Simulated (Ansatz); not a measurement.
# Loss of C2H6: how K changes with temperature for C2H8OSi ⇌ SiH2O + C2H6

Species: C2H8OSi `CC[SiH2]O`, singlet; SiH2O `O=[SiH2]`, singlet; C2H6 (ethane) `CC`, singlet. This is a balance of energies; it says nothing on the path, which may need atoms to shift.

The electronic reaction energy at CCSD(T)/CBS estimate is +183.9 kJ/mol. Shapes: PBE0-D4/def2-TZVP. Flexible molecules stand in one conformer, not always the lowest. Programs: Ansatz 0.2.0. Enthalpy and entropy come from rigid-rotor, harmonic-oscillator sums on unscaled PBE0-D4/def2-TZVP wavenumbers, ideal gases at 1 bar; R ln 2 is added for the mirror twin of the chiral shape of C2H8OSi. Symmetry numbers: C2H8OSi 1, SiH2O 2, C2H6 6. R = 8.3145 J/(mol K).

```
T (K)  ΔH (kJ/mol)  ΔS (J/(mol K))
  300       +177.6          +126.3
  500       +174.7          +119.0
  700            ?               ?
```

Work out ln K at 300 and 500 K, and from these estimate it at 700 K.


1. 300 K: ΔG = +177.6 − 300 × (+126.3)/1000 = +139.7 kJ/mol; ln K = −ΔG/RT = -56.01.
2. 500 K: ΔG = +174.7 − 500 × (+119.0)/1000 = +115.2 kJ/mol; ln K = −ΔG/RT = -27.71.
3. Slope against 1000/T: (-27.71 − (-56.01))/(2.0000 − 3.3333) = -21.22, that is −ΔH/R with ΔH near +176 kJ/mol.
4. 700 K: ln K = -56.01 + (-21.22) × (1.4286 − 3.3333) = -15.59.

The full sums give ΔH = +171.1 kJ/mol, ΔS = +112.9 J/(mol K), ΔG = +92.1 kJ/mol and ln K = -15.82 at 700 K, so the line is off by +0.23 in ln K; without rounding the miss is +0.24, from the change of ΔH with temperature. The reactants are favoured over this whole range. The number of molecules rises, which sets the sign of ΔS, and lower pressure favours the products. An error of 10 kJ/mol in the energy moves ln K by 1.7 at 700 K. Soft modes are treated as harmonic, which can err either way at these temperatures; the lowest are those of C2H8OSi (87 cm⁻¹). Other conformers aren't counted. T1 is large for SiH2O (0.022), so single-reference values are less sure there. The CBS estimate extrapolates MP2 from def2-TZVPP and def2-QZVPP and adds CCSD(T) − MP2 in the triple-zeta set, cores frozen.

Ethane loss is strongly uphill because the Si–C and O–H bonds given up are repaid only by a C–H bond and the π component of Si=O. That π bond is weak for its polarity: the diffuse 3p orbital on silicon overlaps poorly with the compact oxygen 2p, so silicon gains much less from a double bond to oxygen than carbon does in a carbonyl. Heating raises K, as it must for an endothermic reaction, but the entropy gained by forming two molecules doesn't offset the enthalpy cost even at 700 K.

The fall in ΔH from +177.6 to +171.1 kJ/mol probably reflects vibrations of the silanol becoming translations and rotations of the fragments, which store less heat once those vibrations are thermally excited. The balance applies to free monomeric silanone; its well-known tendency to form siloxane rings or chains would remove it and draw the overall conversion forward, an effect not included in this K.
